**5s excited states of Be, C, N, O, Si and P: ionisation zigzag, penetration and self-interaction**

The table holds excitation energies, binding energies, quantum defects, eigenvalues and mean radii of a 5s electron in six neutral atoms, from a spherical, spin-polarised, scalar-relativistic PBE calculation with the radks solver. The program splits the excitation energy into ionisation and binding energy, sizes the half-shell drop by counting parallel-spin pairs, compares the defects with WKB in a Thomas-Fermi core and with two empirical fits, and tests the hydrogenic radius law. It also evaluates the self-Coulomb and PBE self-exchange energies of hydrogenic 3s and 4s orbitals to predict the gap between binding energy and eigenvalue. The output shows that the drop from N to O lies in the ionisation energy, and that WKB gives most of the size of the defect and the direction of its trend but is low by 0.10 to 0.43 and misses the change of slope between periods. The gap times the radius is constant to 8 % and lies within 7 % of the hydrogenic values, while rough recalled defects indicate overbinding by about 0.2 eV for Be and O.

Neutral atoms with one 5s electron over the ground configuration that NIST lists for the singly charged ion, from the radks radial solver (version 1) with Libxc (spherical all-electron Kohn-Sham, PBE, scalar-relativistic, spin-polarised, Fermi nucleus). Open shells are filled at highest spin; excitation and binding energies are differences of total energies.

## Program and output

```python
# Table: 5s excited states of Be, C, N, O, Si, P; radks spherical Kohn-Sham atom, PBE, scalar-relativistic,
# spin-polarised. Tested: excitation = IE - binding with exchange-pair counting; s defect from WKB in a
# Thomas-Fermi core; <r> = 1.5 n*^2; binding + eigenvalue from the self-interaction of a hydrogenic orbital.
T = {
    'ion': ['Be', 'C', 'N', 'O', 'Si', 'P'],
    'Z': [4, 6, 7, 8, 14, 15],
    'configuration': ['[He] 2s2', '[He] 2s2 2p2', '[He] 2s2 2p3', '[He] 2s2 2p4', '[Ne] 3s2 3p2', '[Ne] 3s2 3p3'],
    'excitation_energy': [8.0447, 10.584, 13.764, 12.488, 6.5856, 8.7523],  # eV
    'binding_energy': [0.95373, 1.0875, 1.1402, 1.183, 1.6783, 1.7852],  # eV
    'quantum_defect': [1.223, 1.463, 1.546, 1.609, 2.153, 2.239],
    'outer_eigenvalue': [-0.62924, -0.71168, -0.74382, -0.76983, -1.0497, -1.1137],  # eV
    'outer_mean_radius': [24.028, 20.836, 19.798, 19.02, 13.436, 12.586],  # bohr
    'eig_over_binding': [0.66, 0.654, 0.652, 0.651, 0.625, 0.624],
}
import numpy as np
from scipy.constants import physical_constants as pc
from scipy.integrate import trapezoid as tz, cumulative_trapezoid as ct
from scipy.optimize import brentq
from scipy.special import genlaguerre
Ha = pc['Hartree energy in eV'][0]; Ry = Ha/2
el = list(T['ion']); i = {e: k for k, e in enumerate(el)}
Z, X, B, d, eps, R, q = (np.array(T[k], float) for k in ['Z', 'excitation_energy', 'binding_energy',
    'quantum_defect', 'outer_eigenvalue', 'outer_mean_radius', 'eig_over_binding'])
IE = X+B; ns = np.sqrt(Ry/B); D = lambda a, x, y: a[i[y]]-a[i[x]]
print('definition check: max |5-sqrt(Ry/B)-defect| = %.4f (rounding 0.0005)' % max(abs(5-ns-d)))
print('IE = excitation+binding (eV): '+', '.join('%s %.3f' % t for t in zip(el, IE)))
print('spread (eV): excitation %.2f, IE %.2f, binding %.2f' % (np.ptp(X), np.ptp(IE), np.ptp(B)))
for x, y in [('C', 'N'), ('N', 'O'), ('Si', 'P')]:
    print('%s->%s (eV): excitation %+.3f, IE %+.3f, binding %+.3f' % (x, y, D(X, x, y), D(IE, x, y), D(B, x, y)))
K = (D(IE, 'C', 'N')-D(IE, 'N', 'O'))/3; F2 = 9.14739  # F2(2p,2p) of O in eV, further output of the same runs
print('pairs lost C,N,O = 1,2,0 (exactly determined): K %.3f eV, slope %.3f eV/Z' % (K, D(IE, 'C', 'N')-K))
print('O orbital estimate 3F2/25 = %.3f eV; K is %.0f %% larger' % (3*F2/25, 100*(K*25/(3*F2)-1)))
r = np.logspace(-4, 2.4, 30000)
def wkb(z):
    V = -(1+(z-1)/(1+0.536*r/(0.5*(3*np.pi/4)**(2/3)*z**(-1/3)))**2)/r  # Tietz form of Thomas-Fermi screening
    E = brentq(lambda E: tz(np.sqrt(np.clip(2*(E-V)-0.25/r**2, 0, None)), r)-4.5*np.pi, -0.3, -0.015)
    return 5-1/np.sqrt(-2*E)
dw = np.array([wkb(z) for z in Z]); Bw = Ry/(5-dw)**2
lin = np.polyfit(Z, d, 1); cub = np.polyfit(Z**(1/3), d, 1)
r1 = d-np.polyval(lin, Z); r3 = d-np.polyval(cub, Z**(1/3)); r0 = d-dw-np.mean(d-dw)
print('WKB check, hydrogen 5s defect: %.4f' % wkb(1.0))
print('row  defect  WKB  table-WKB  B-B(WKB)/eV  resid linear  resid Z^(1/3)')
for k, e in enumerate(el):
    print('%-2s  %.3f  %.3f  %+.3f  %+.3f  %+.3f  %+.3f' % (e, d[k], dw[k], d[k]-dw[k], B[k]-Bw[k], r1[k], r3[k]))
for nm, a in [('WKB + mean offset %.3f' % np.mean(d-dw), r0), ('%.4f Z + %.3f' % tuple(lin), r1),
              ('%.3f Z^(1/3) %+.3f' % tuple(cub), r3)]:
    print('defect = %s: rms %.3f, worst %s %+.3f' % (nm, np.sqrt(np.mean(a**2)), el[np.argmax(abs(a))], a[np.argmax(abs(a))]))
st = [a+'-'+b for a, b in zip(el[:-1], el[1:])]; sl = np.diff(d)/np.diff(Z)
print('defect per unit Z, table: '+', '.join('%s %.3f' % t for t in zip(st, sl)))
print('defect per unit Z, WKB:   '+', '.join('%s %.3f' % t for t in zip(st, np.diff(dw)/np.diff(Z))))
print('same group, table: Si-C %.3f, P-N %.3f; WKB: %.3f, %.3f' % (D(d, 'C', 'Si'), D(d, 'N', 'P'), D(dw, 'C', 'Si'), D(dw, 'N', 'P')))
p = np.polyfit(np.log(B), np.log(R), 1)[0]; c = (B+eps)*R/Ha
print('radius ~ binding^p: p = %.3f (Coulomb value -1)' % p)
print('row  n*  1.5n*^2/bohr  r/(1.5n*^2)  B+eps/eV  (B+eps)r/(Ha bohr)  -eps/B')
for k, e in enumerate(el):
    print('%-2s  %.3f  %.2f  %.3f  %.3f  %.4f  %.3f' % (e, ns[k], 1.5*ns[k]**2, R[k]/(1.5*ns[k]**2), B[k]+eps[k], c[k], q[k]))
print('max/min: B+eps %.2f, (B+eps)r %.3f (rounding of product about 0.0001)' % (max(B+eps)/min(B+eps), max(c)/min(c)))
def xpbe(n):  # magnitude of PBE exchange of a fully polarised density
    m = 2*n+1e-30; s2 = np.gradient(m, r)**2/(4*(3*np.pi**2)**(2/3)*m**(8/3))
    return 0.5*tz(4*np.pi*r**2*0.75*(3/np.pi)**(1/3)*m**(4/3)*(1.804-0.804/(1+0.21951*s2/0.804)), r)
for n in (3, 4):
    rho = (np.exp(-r/n)*genlaguerre(n-1, 1)(2*r/n))**2; rho /= tz(4*np.pi*r**2*rho, r)
    w = 4*np.pi*r**2*rho; J = 2*tz(w*ct(w, r, initial=0)/r, r); rm = tz(w*r, r)
    x = xpbe(rho); dx = (xpbe(1.01*rho)-xpbe(0.99*rho))/0.02; cm = (J/2+x-dx)*rm; si = (x-J/2)*rm*Ha
    print('H %ds: J<r> %.3f, X/(J/2) %.2f, model (B+eps)r %.3f' % (n, J*rm, 2*x/J, cm))
    print('  table/model %.2f to %.2f; X-J/2 at radius of Be %.2f, O %.2f, P %.2f eV'
          % (min(c)/cm, max(c)/cm, si/R[i['Be']], si/R[i['O']], si/R[i['P']]))
for e, dr in [('Be', 0.8), ('O', 1.2)]:  # rough recalled measured s defects
    print('%s: rough recalled defect %.1f; table larger by %.1f, binding larger by %.1f eV'
          % (e, dr, d[i[e]]-dr, B[i[e]]-Ry/(5-dr)**2))
assert D(IE, 'N', 'O') < 0 < D(B, 'N', 'O') < 0.1
assert np.all(np.diff(d) > 0) and sl[0] > sl[1] > sl[2] < sl[4]
assert -1.1 < p < -0.9
assert max(c)/min(c) < 1.15
```

Running it gives:

```
definition check: max |5-sqrt(Ry/B)-defect| = 0.0004 (rounding 0.0005)
IE = excitation+binding (eV): Be 8.998, C 11.671, N 14.904, O 13.671, Si 8.264, P 10.537
spread (eV): excitation 7.18, IE 6.64, binding 0.83
C->N (eV): excitation +3.180, IE +3.233, binding +0.053
N->O (eV): excitation -1.276, IE -1.233, binding +0.043
Si->P (eV): excitation +2.167, IE +2.274, binding +0.107
pairs lost C,N,O = 1,2,0 (exactly determined): K 1.489 eV, slope 1.744 eV/Z
O orbital estimate 3F2/25 = 1.098 eV; K is 36 % larger
WKB check, hydrogen 5s defect: -0.0000
row  defect  WKB  table-WKB  B-B(WKB)/eV  resid linear  resid Z^(1/3)
Be  1.223  0.795  +0.428  +0.184  -0.033  +0.037
C   1.463  1.131  +0.332  +0.179  +0.027  +0.009
N   1.546  1.275  +0.271  +0.160  +0.020  -0.020
O   1.609  1.406  +0.203  +0.129  -0.007  -0.059
Si  2.153  2.045  +0.108  +0.120  -0.002  +0.006
P   2.239  2.135  +0.104  +0.128  -0.006  +0.027
defect = WKB + mean offset 0.241: rms 0.117, worst Be +0.187
defect = 0.0899 Z + 0.896: rms 0.020, worst Be -0.033
defect = 1.168 Z^(1/3) -0.667: rms 0.032, worst O -0.059
defect per unit Z, table: Be-C 0.120, C-N 0.083, N-O 0.063, O-Si 0.091, Si-P 0.086
defect per unit Z, WKB:   Be-C 0.168, C-N 0.143, N-O 0.132, O-Si 0.106, Si-P 0.090
same group, table: Si-C 0.690, P-N 0.693; WKB: 0.914, 0.860
radius ~ binding^p: p = -1.021 (Coulomb value -1)
row  n*  1.5n*^2/bohr  r/(1.5n*^2)  B+eps/eV  (B+eps)r/(Ha bohr)  -eps/B
Be  3.777  21.40  1.123  0.324  0.2865  0.660
C   3.537  18.77  1.110  0.376  0.2878  0.654
N   3.454  17.90  1.106  0.396  0.2884  0.652
O   3.391  17.25  1.103  0.413  0.2888  0.651
Si  2.847  12.16  1.105  0.629  0.3104  0.625
P   2.761  11.43  1.101  0.671  0.3106  0.624
max/min: B+eps 2.07, (B+eps)r 1.084 (rounding of product about 0.0001)
H 3s: J<r> 0.896, X/(J/2) 1.15, model (B+eps)r 0.307
  table/model 0.93 to 1.01; X-J/2 at radius of Be 0.07, O 0.09, P 0.14 eV
H 4s: J<r> 0.895, X/(J/2) 1.20, model (B+eps)r 0.299
  table/model 0.96 to 1.04; X-J/2 at radius of Be 0.10, O 0.13, P 0.19 eV
Be: rough recalled defect 0.8; table larger by 0.4, binding larger by 0.2 eV
O: rough recalled defect 1.2; table larger by 0.4, binding larger by 0.2 eV
```
